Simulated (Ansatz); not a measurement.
# BiPd3: energy above lowest point against volume scale

All results are calculated (Ansatz 0.2.0). Free energy against uniform scaling of the volume at fixed shape and fractions; periodic cell, basis, potentials, k mesh and filling as listed.

The cell before it is scaled or strained (space group Fm-3m, No. 225):
```
CELL_PARAMETERS angstrom
0.00000 3.26310 3.26310
3.26310 0.00000 3.26310
3.26310 3.26310 0.00000
ATOMIC_POSITIONS crystal
Bi 0.50000 0.50000 0.50000
Pd 0.75000 0.75000 0.75000
Pd 0.25000 0.25000 0.25000
Pd 0.00000 0.00000 0.00000
```

Settings of every row: functional PBEsol; dispersion none; potentials PAW; wave cutoff 510 eV; density cutoff 2040 eV; k mesh 6x6x6; k shift 0x0x0; occupations cold; smearing width 0.1 eV; spin none.

Limits: coarse k mesh, up to 40 meV an atom off; no spin-orbit coupling, which can matter with elements this heavy; the cell comes from a prototype or a list of computed structures and needn't be the stable phase.

| row | volume scale | V (Å³/atom) | energy above lowest point (meV/atom) |
| --- | --- | --- | --- |
| 1 | 0.94 | 16.33 | 11.3 |
| 2 | 0.96 | 16.678 | 2.1 |
| 3 | 0.98 | 17.025 | 0 |
| 4 | 1 | 17.372 | 4.3 |
| 5 | 1.02 | 17.72 | ? |
| 6 | 1.04 | 18.067 | 28.8 |
| 7 | 1.06 | 18.415 | 47.8 |

Question: what energy above lowest point should row 5 give?

Worked fit of energy above lowest point. Take u = (V_r/V)^(2/3) − 1 with V_r = 17.198 Å³ an atom, which is twice the finite (Eulerian) strain; such expansions in the strain, on which the Birch-Murnaghan equation of state is built, carry the rest volume and the bulk modulus. The shown rows have u = 0.03513, 0.02068, 0.00676, -0.00669, -0.03233, -0.04456. Least squares give energy above lowest point = 1.42 − 318.2 × u + 16697 × u² + 10697 × u³ meV/atom; a parabola predicts inner rows, each left out in turn, worse (root mean square 0.21 against 0.043 meV/atom). All shown rows lie on it to the printed digit. Its lowest point lies at u = 0.0094, or V = 16.96 Å³ an atom, and the curvature there gives the bulk modulus at fixed shape and fractions, B = (4/9)(1 + u)² E″(u)/V = 145 GPa. The withheld row has u = -0.01974, so the fit gives 1.42 − 318.2 × (-0.01974) + 16697 × (-0.01974)² + 10697 × (-0.01974)³ = 14.1 meV/atom.

The calculation gave 14.1 meV/atom. The fit meets it to the printed digit.
